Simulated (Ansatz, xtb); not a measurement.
**Relative energy of two isomers of C4HF5**

Structure a: `FC1=C(F)C(F)(F)[C@@H]1F`, a singlet. Structure b: `FC(F)C#CC(F)(F)F`, a singlet. Both are isolated molecules in the gas phase, relaxed with r2SCAN-D4/def2-SVP.

Task: Estimate E(b) − E(a) at the level CCSD(T)/def2-SVP + ΔMP2/def2-TZVPP.

Result: Calculated at CCSD(T)/def2-SVP + ΔMP2/def2-TZVPP: E(b) − E(a) = −19.5 kJ/mol, so structure b lies lower.

How the difference moves with the method:

| level | geometry | E(b) − E(a) (kJ/mol) | departure from the last row (kJ/mol) | job, with rough time for the two |
| --- | --- | --- | --- | --- |
| GFN2-xTB | GFN2-xTB | +3.6 | +23.0 | optimisation, 0.11 s |
| HF/STO-3G | GFN2-xTB | +66.0 | +85.5 | single point, 0.36 s |
| r2SCAN-D4/def2-SVP//GFN2-xTB | GFN2-xTB | −4.6 | +14.8 | single point, 3.3 s |
| r2SCAN-D4/def2-SVP | r2SCAN-D4/def2-SVP | −4.4 | +15.1 | optimisation, 26 s |
| HF/def2-SVP | r2SCAN-D4/def2-SVP | −52.7 | −33.2 | part of the CCSD(T) run |
| MP2/def2-SVP | r2SCAN-D4/def2-SVP | −48.8 | −29.4 | part of the CCSD(T) run |
| CCSD(T)/def2-SVP | r2SCAN-D4/def2-SVP | −39.7 | −20.3 | single point |
| CCSD(T)/def2-SVP + ΔMP2/def2-TZVPP | r2SCAN-D4/def2-SVP | −19.5 |  | single point, 81 s |

As drawn, b has 1 C≡C in place of 1 C=C, 1 C–C. Structure a has a 4-membered ring, b no ring.

GFN2-xTB, HF/STO-3G put the two in the other order. The largest departure from CCSD(T)/def2-SVP + ΔMP2/def2-TZVPP is that of HF/STO-3G, 85.5 kJ/mol. The last row adds to CCSD(T) the change of the MP2 difference between the two basis sets, here +20.3 kJ/mol, a large step that makes the value less sure.

With thermal terms from frequencies at re-optimised GFN2-xTB minima (ideal gas, soft modes damped towards free rotors, one conformer each, 298.15 K, 1 atm): the zero-point term adds −5.3 kJ/mol; ΔH is −22.0 and ΔG −31.5 kJ/mol.

The correlated steps freeze 9 core orbitals. Mirror images aren't counted in ΔG. Programs: Ansatz 0.2.0, xtb 6.7.1; the last row on 4 threads of Arm Neoverse V1 on a shared host.

The open-chain alkyne lies below the cyclobutene, even though a triple bond replaces a double and a single bond. Two effects probably outweigh the cost of the extra π bond. Opening the ring removes the angle strain of a four-membered ring containing two sp2 carbons. It also moves all the fluorine onto saturated carbon, as CF3 and CHF2 groups, where geminal C–F bonds stabilise one another through n(F)→σ*(C–F) donation; the ring keeps two less favourable vinylic fluorines. Entropy widens the gap in free energy, as expected for a chain whose end groups turn almost freely about the alkyne axis.

The reversed order at HF/STO-3G fits a minimal basis too inflexible for polar C–F bonds and π density. From HF/def2-SVP onward, both correlation and the larger basis favour the ring, so the preference for the alkyne is better supported than its size, and further basis extension might reduce it. The energies say nothing about the barrier to interconversion, which could leave the cyclobutene kinetically persistent.
